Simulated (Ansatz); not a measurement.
# The atomisation energy (no zero-point term) down a group: B to In

One atom is swapped for its congeners: B(SH)2; Al(SH)2; Ga(SH)2; In(SH)2. All are doublets with charge 0.

Shapes, held fixed at every level: PBE0-D4/def2-TZVP. Flexible molecules stand in one conformer, not always the lowest. Programs: Ansatz 0.2.0. Values in eV.

```tsv
level	B(SH)2	Al(SH)2	Ga(SH)2	In(SH)2
PBE-D4/def2-TZVPP	16.05	14.25	13.40	12.76
PBE0-D4/def2-TZVPP	15.71	14.03	13.17	12.51
wB97M-V/def2-TZVPP	15.54	14.09	13.21	12.64
B2PLYP/def2-TZVPP	15.17	13.67	12.81	12.14
MP2/def2-TZVPP	15.14	13.77	12.98	12.13
CCSD(T)/def2-TZVPP	14.78	13.49	12.76	12.06
```

At CCSD(T)/def2-TZVPP the atomisation energy falls at every step, from 14.78 to 12.06 eV. Every level shows the same order. Open shells run unrestricted unless RO is named. For atoms past krypton def2 sets carry core potentials with scalar relativity. Relativity is left out for Ga unless named. Correlated rows may include outer-core shells of Ga, In, which these sets cover unevenly. Spin-orbit coupling, which grows down the group, is left out (summed over each molecule's free atoms 0.05, 0.06, 0.12, 0.23 eV).

The atomisation energy falls from B to In at every level, with the largest drop between B and Al. Since all four molecules contain two S–H bonds, the trend mainly reflects weakening bonds from the central atom to sulfur. Boron's compact 2p orbitals overlap well with sulfur 3p and can also accept π density from the sulfur lone pairs. Both interactions weaken as the valence orbitals become larger and more diffuse. For Ga and In, poorly shielding filled d shells also hold the valence s electrons more tightly, which probably makes their use in bonding at the +2 state less rewarding.

The order is secure, but the absolute energies are less so. PBE gives the largest value and CCSD(T) the smallest for every molecule, though part of that gap probably reflects the slow basis-set convergence of the coupled-cluster correlation energy rather than overbinding by the functional alone. Total atomisation energies don't establish how readily these radicals lose SH, dimerise or disproportionate.
